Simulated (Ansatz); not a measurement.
## Cu: energy above lowest point as volume scale varies

All results are calculated (Ansatz 0.2.0). Free energy against uniform scaling of the volume at fixed shape and fractions; periodic cell, basis, potentials, k mesh and filling as listed.

The cell before it is scaled or strained (space group I4/mmm, No. 139):
```
CELL_PARAMETERS angstrom
-1.44760 1.44760 1.38070
1.44760 -1.44760 1.38070
1.44760 1.44760 -1.38070
ATOMIC_POSITIONS crystal
Cu 0.00000 0.00000 0.00000
```

Settings of every row: functional PBEsol; dispersion none; potentials PAW; wave cutoff 462.59 eV; density cutoff 1850.4 eV; k mesh 14x14x14; k shift 0x0x0; occupations fermi dirac; smearing width 0.05 eV; spin none.

Limits: coarse k mesh, up to 40 meV an atom off; the cell comes from a prototype or a list of computed structures and needn't be the stable phase.

| row | volume scale | V (Å³/atom) | energy above lowest point (meV/atom) |
| --- | --- | --- | --- |
| 1 | 0.9406 | 10.886 | 10.2 |
| 2 | 0.9703 | 11.23 | 0 |
| 3 | 1 | 11.573 | ? |
| 4 | 1.0297 | 11.917 | 12.3 |
| 5 | 1.0594 | 12.261 | 31.2 |

Question: what energy above lowest point should row 3 give?

Worked fit of energy above lowest point. Take u = (V_r/V)^(2/3) − 1 with V_r = 11.573 Å³ an atom, which is twice the finite (Eulerian) strain; such expansions in the strain, on which the Birch-Murnaghan equation of state is built, carry the rest volume and the bulk modulus. The shown rows have u = 0.04164, 0.02026, -0.01934, -0.03777. Least squares give energy above lowest point = 1.33 − 315.2 × u + 12651 × u² meV/atom; a straight line predicts inner rows, each left out in turn, worse (root mean square 12 against 0.35 meV/atom). The rows lie off it by 0.1, -0.1, 0.1, -0.1. Its lowest point lies at u = 0.0125, or V = 11.36 Å³ an atom, and the curvature there gives the bulk modulus at fixed shape and fractions, B = (4/9)(1 + u)² E″(u)/V = 163 GPa. Letting shape and atoms relax would as a rule lower it, by much in layered, chain or molecular crystals. The withheld row has u = 0, so the fit gives 1.33 − 315.2 × (0) + 12651 × (0)² = 1.3 meV/atom.

The calculation gave 1.3 meV/atom. The fit meets it to the printed digit.
